**Question**

The table gives a volume scan of a crystal of carbon and hydrogen at the PBE+D3(BJ) level. $V$ is the volume per atom, $E$ the energy over the fitted minimum, $P$ the pressure (a third of the trace of the stress), and $E_g$ the band gap on the k mesh. The cell has 22 valence electrons, and its shortest C–C distance is 1.22 Å.

H3C2, space group C2/m, 10 atoms in the primitive cell, with cell shape and atoms relaxed at each fixed volume. Computed with Ansatz 0.2.0: PBE+D3(BJ), plane-wave PAW, scalar-relativistic, no spin polarisation, cutoff 420 eV, Gamma-centred 6×6×6 k mesh, Gaussian smearing 0.02 eV. Energies count from the minimum of a third-order Birch-Murnaghan fit.

```tsv
volume per atom (Å³/atom)	energy over minimum (meV/atom)	pressure (GPa)	band gap on mesh (eV)
8.219	3.6	1.22	4.596
8.499	1.9	0.85	4.632
8.780	0.9	0.53	4.695
9.060	0.2	0.25	4.691
9.340	0.0	0.01	4.658
9.620	0.1	-0.17	4.629
9.900	0.4	-0.31	4.603
10.274	1.3	-0.45	4.571
```

(a) Identify the unit from which the solid is built, and explain the size and the asymmetry of $E(V)$.

(b) At zero temperature $P=-dE/dV$ should hold. Test this and account for what is found.

(c) Explain why the gap changes so little, and discuss its maximum, including the rows that a simple picture misses.

**Model answer**

*(a) Energy.* The ten atoms are C$_4$H$_6$. A C–C distance of 1.22 Å is a triple bond, and the electron count fits one closed-shell molecule of 2-butyne, CH$_3$–C≡C–CH$_3$, in each cell. The isomer 1-butyne also has a triple bond, but C2/m contains inversion, so a single molecule in the primitive cell must have a centre of symmetry, which only 2-butyne has. Spin polarisation was switched off, so the closed shell is imposed, but it is the expected state and agrees with a gap above 4.5 eV in every row. The solid is a packing of stiff rods held together by weak contacts.

When such a crystal is squeezed, the weak contacts and the stiff bonds act as springs in series, and the weak ones take nearly all the strain. This is an argument from bond strengths; what the numbers show is the resulting softness. A third-order Birch-Murnaghan form fitted to the unrounded energies of all eight rows gives $V_0=9.40$ Å³, a bulk modulus $B_0=5.9$ GPa and a pressure derivative $B'\approx5$. The fits are printed after this text.

The harmonic term alone, evaluated for the most compressed row with 1 meV/Å³ = 0.16 GPa, is

$$E\approx\frac{B_0(V-V_0)^2}{2V_0}=\frac{5.9\times(8.22-9.40)^2}{2\times9.40}\ \text{GPa Å}^3=0.437\ \text{GPa Å}^3\approx2.7\ \text{meV}.$$

The table has 3.6 meV, so the wall is steeper than a parabola. The same step for the most expanded row gives 1.5 meV against 1.3 meV, so that side is flatter. Both rows belong to the fit that supplied $B_0$ and $V_0$; the estimate isolates the anharmonic part and is no prediction. The sign of the asymmetry is the one expected of a van der Waals contact: Pauli repulsion between closed shells rises steeply with overlap, while dispersion attraction fades slowly with distance. It is no fingerprint of such contacts, though. $B'\approx5$ lies only a little above the value near 4 found in many covalent solids (recalled), so most of the asymmetry is that of an ordinary solid scanned over a wide range of volume; the mark of weak contacts is the small $B_0$.

A 12-6 lattice sum links the modulus to cohesion. With distances scaling as $V^{1/3}$, a well depth $D$ and $x=V_0/V$,

$$E+D=D\,(x^2-1)^2+\text{const},\qquad B_0=V\,\frac{d^2E}{dV^2}\Big|_{V_0}=\frac{(20-12)\,D}{V_0}=\frac{8D}{V_0},\qquad B'=8.$$

Fitted to the same eight energies it gives $D\approx0.4$ eV per molecule, the order of magnitude of a van der Waals lattice energy and about a tenth of one C–C bond energy (rough recalled size). The modulus is thus a cohesive energy per volume, and it is small because a weak binding is spread over a large molecule. The model fails in the stiffening: its fixed $B'$ exceeds the 4.7 to 5.5 of the free fits, and its rms error is more than five times that of Birch-Murnaghan, which has one more constant. A model that treats rods as points deserves no more than this order-of-magnitude use.

*(b) Pressure.* In the four intervals below 9.340 Å³ the mean pressure lies above $-\Delta E/\Delta V$, by 0.098 GPa in the first and by less toward the minimum. In the three intervals above that volume it lies below. The pressures therefore describe a steeper curve, and a Birch-Murnaghan fit to them gives 6.5 GPa, 10 % above the value from energies.

The identity $dE=-P\,dV$ needs vanishing forces on the atoms and either a hydrostatic stress or a uniform strain; with zero forces but neither of the latter, $dE=-V\sum_{ij}\sigma_{ij}\,d\varepsilon_{ij}$, with stress $\sigma$ positive in compression and strain $\varepsilon$. A packing of rods does not shrink uniformly. Between the two smallest volumes the relaxed cells show $c$ falling by 2.6 % and $b$ by 1.3 %, while $a$ grows by 0.9 %. The cells printed after this text for these two volumes are the ones the runs started from, before relaxation, and the strains and strain-weighted stresses printed there hold for those starting cells. The relaxation also stopped with diagonal stresses that differ by up to 0.13 GPa, the largest along the direction that grows and the smallest along the one that shrinks most: the recorded lattice vectors, given in the same Cartesian frame as the stress, put $a$ almost exactly along $x$.

The work done is then weighted toward the low stress. For this interval the stress weighted by the strain of the relaxed cells is about 0.94 GPa (the starting cells give 0.952 GPa), close to the 0.937 GPa from the energies and well under the mean pressure of 1.035 GPa. This takes $c$ to lean toward $-x$ as it rises along $z$; with the opposite lean the shear term changes sign and the value is about 0.99 GPa, which still removes about half of the difference. On this count incomplete relaxation of a soft, anisotropic cell accounts for between half and nearly all of the mismatch in this one interval; the others are untested. Two terms are left out. The residual forces, up to 0.007 eV/Å, do work because rigid rods do not follow the strain of the cell, and this work need not be small against the mismatch. A finite plane-wave basis lowers the computed pressure by a roughly constant amount (Pulay stress), which has the sign of the expanded rows and of the $V_0$ from pressures lying 0.023 Å³ lower, but cannot make the difference change sign.

*(c) Gap.* The gap spans 0.124 eV, only 2.6 % of its peak value, over the whole scan. Two things can keep the range small. Compression should leave the molecule and its levels almost unchanged, so that packing acts mainly through the contacts; this is an argument and is not tested here. The numbers do show the second: the gap rises and then falls along the scan, so changes of opposite sign cancel. The local slopes, up to 1.94 eV per unit of $\ln V$, are not small in themselves.

In a tight-binding picture $E_g=\Delta-W(V)$, where $\Delta$ is the molecular level spacing and $W$ the broadening, which grows with overlap. The gap should then close steadily on compression. It does close below 8.780 Å³, but over the five largest volumes it opens, along a nearly straight line with $dE_g/d\ln V=-0.95$ eV. That line, continued to the smallest volume, which was outside its fit, lies 185 meV above the computed gap. Two opposing tendencies are at work, and the nearly flat interval from the peak to the next larger volume is where control passes between them.

If two different pairs of band edges compete, the gap is the lower of two branches and has a kink. Lines in $\ln V$ through the three smallest and the five largest volumes cross near 8.9 Å³ and leave 4 meV rms, against 16 meV for one parabola through all rows. The lines have one more constant and a split chosen by inspection, so the fit alone only favours a sharp turn. The switch of edges is shown by the k points recorded for every row: the conduction minimum on the mesh lies at Γ from 9.060 Å³ upward and at $(\tfrac13,\tfrac13,0)$ from 8.780 Å³ downward. The maximum is thus where two conduction states change order. The way the cell deforms changes at the same place: in the relaxed cells $a$ shrinks by 0.8 % from 9.340 to 9.060 Å³, stands still to 8.780 Å³, and then grows by 1.6 % down to the smallest volume. This may alter how fast each branch moves, and so help to set where they cross, but it does not replace the switch as the cause of the kink. One guess for the large-volume branch, which the minimum at Γ suits but does not prove, is a diffuse conduction state in the space between molecules, whose confinement energy $\epsilon\propto V^{-2/3}$ rises on compression; the slope $-\tfrac23\epsilon$ would require $\epsilon\approx1.4$ eV if the valence edge did not move.

The compressed side is not plain broadening either. Its slope is steepest next to the peak and halves at the smallest volumes, whereas overlap should act more strongly the closer the molecules come. The direct gap exceeds the indirect one by 0.167 eV at 8.499 Å³ and by only 0.129 eV at 8.219 Å³, with the indirect band edges at the same k points in both rows. The conduction minimum there sits at $(\tfrac13,\tfrac13,0)$, an ordinary mesh point, so the true minimum may lie between points and move as the cell changes shape; the curvature may be an artefact of the mesh. For a light, nearly free conduction state a miss of half a mesh step can cost a sizeable part of the whole 0.124 eV range. A lower minimum between mesh points on the compressed branch would move the crossing to larger volume and lower the peak, so the switch is established on this mesh, but the exact position and height of the maximum are not.

**Remarks on the reasoning**

A full answer carries one idea through all three parts: strain goes into the contacts, so the crystal is soft, deforms unevenly and keeps its wide gap. The same scan on a covalent network such as diamond would strain the bonds themselves and give a modulus of roughly 400 GPa (recalled), with a cubic cell that shrinks uniformly. The same butyne cell without the dispersion correction should lose much of its attraction and show a shallower well at larger volume, because PBE itself has no long-range dispersion; that scan was not run here.

The modulus should be quoted as about 6 GPa, since two routes differ by a tenth. The energy fell by about 0.08 meV/atom in the last step of the two most compressed cells, with no fall in the largest force and almost no change in pressure, so energy differences of that size are uncertain. $V_0$ comes from the fit to all rows and is stable, 9.399 Å³ from energies and 9.376 Å³ from pressures; the loosely fixed constant is $B'$. Zero-point and thermal motion, absent here, normally expand and soften a molecular crystal of light atoms. The C2/m symmetry was retained, so each cell could be a saddle point, and PBE usually places such gaps too low, which makes the slopes more telling than the absolute values.

Numerical output:

```
Rounding of table: energy 0.05 meV/atom, pressure 0.005 GPa, gap 0.0005 eV
BM3, table energies: V0 9.397 A^3, B0 6.06 GPa, B' 4.7, rms 0.031 meV
BM3, unrounded energies: V0 9.399 A^3, B0 5.90 GPa, B' 5.1, rms 0.009 meV
BM3, pressures: V0 9.376 A^3, B0 6.52 GPa, B' 5.5, rms 0.013 GPa
B0 from pressures over B0 from energies: +10 %; V0 differs by -0.023 A^3
12-6 form (B' = 8): V0 9.367 A^3, B0 5.52 GPa, rms 0.049 meV
  well depth 0.4 eV/molecule = 39 kJ/mol (order of magnitude only)
Ends relative to V0: -12.6 % and +9.3 %
Interval | -dE/dV, mean P, difference, -V dP/dV (+-0.3) in GPa | dEg/dlnV in eV (+-0.03)
8.219-8.499 | +0.937 +1.035 +0.098  11.0 | +1.07
8.499-8.780 | +0.613 +0.690 +0.077   9.8 | +1.94
8.780-9.060 | +0.371 +0.390 +0.019   8.9 | -0.13
9.060-9.340 | +0.128 +0.130 +0.002   7.9 | -1.08
9.340-9.620 | -0.058 -0.080 -0.022   6.1 | -0.98
9.620-9.900 | -0.191 -0.240 -0.049   4.9 | -0.91
9.900-10.274 | -0.348 -0.380 -0.032   3.8 | -0.86
Cell at 9.340: a 6.854, b 6.436, c 4.268 A (+-0.003), beta 97.1 deg
Cell at 8.499: a 6.723, b 6.236, c 4.087 A (+-0.003), beta 97.2 deg
Cell at 8.219: a 6.768, b 6.158, c 3.983 A (+-0.003), beta 98.1 deg
Strain 9.340 to 8.499: a, b, c = -1.9, -3.1, -4.2 %
Strain 8.499 to 8.219: a, b, c = +0.7, -1.3, -2.5 %
Spread of diagonal stress: 0.13 GPa at 8.219, 0.10 GPa at 8.499
First interval, stress weighted by strain (a along x assumed): diagonal 0.974, shear -0.022 GPa
  sum 0.952 GPa (opposite shear sign 0.996); -dE/dV 0.937; mean P 1.035
Gap range 0.124 eV = 2.6 % of the peak at 8.780 A^3
dEg/dlnV: five larger volumes -0.95 eV, three smaller +1.50 eV; lines cross near 8.9 A^3
Volume | gap minus model in meV: large-volume line, lower of two lines, parabola | E minus BM3 in meV
 8.219 |  -185   +5   -6 | -0.002
 8.499 |  -117   -9  -12 | +0.000
 8.780 |   -23   +5  +27 | +0.012
 9.060 |    +3   +3  +16 | -0.016
 9.340 |    -1   -1  -10 | -0.003
 9.620 |    -2   -2  -19 | +0.013
 9.900 |    -1   -1  -12 | -0.004
10.274 |    +2   +2  +16 | -0.001
Gap rms: two lines (4 constants) 4 meV, parabola (3 constants) 16 meV
Worst rows: two lines 8.499, parabola 8.780
Line through first two rows lies 28 meV under the gap at 8.780
Confinement energy a V^(-2/3) state would need for the large-volume slope: about 1.4 eV
Direct minus indirect gap: 0.129 eV at 8.219, 0.167 eV at 8.499
Change 8.499 to 8.219: direct -74 meV, indirect -36 meV
```
